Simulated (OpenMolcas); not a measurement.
How basis sets differ on CH3FSi (SMILES C[Si]F)

CH3FSi has 6 atoms, charge 0, and is taken as a singlet. SMILES: `C[Si]F`. The coordinates come from a GFN2-xTB relaxation.

Each level gives the dipole moment (D). The values are calculated.

```
      level          kind     program  value (D)
  HF/STO-3G  Hartree–Fock  OpenMolcas       0.87
   HF/3-21G  Hartree–Fock  OpenMolcas       1.70
 HF/cc-pVDZ  Hartree–Fock  OpenMolcas       1.81
HF/def2-SVP  Hartree–Fock  OpenMolcas       1.73
```

The values span 0.87 to 1.81 D. Magnitudes only: a small dipole may point the other way at some levels. Sets without polarisation functions give poor dipoles.

The main break lies between the minimal basis and the rest: HF/STO-3G gives 0.87 D, while the three split-valence sets lie between 1.70 and 1.81 D. In this singlet silylene, the strongly polar Si–F bond pulls density towards fluorine, whereas the silicon lone pair, directed away from the substituents, contributes an opposing moment. Fluorine also donates π density into the formally empty silicon 3p orbital. A single fixed-size function per valence orbital cannot let the fluorine density expand as it gains charge, nor the silicon density contract as it loses it, so the minimal set probably understates the charge separation.

The closeness of HF/3-21G to HF/def2-SVP suggests that valence flexibility matters most here, but it may partly reflect cancellation between bond and lone-pair errors, and does not show that polarisation functions are unimportant. The agreement among the larger sets supports a substantial Hartree–Fock dipole, but not a converged one, since none of them contains the diffuse functions that describe the outer lone-pair density.
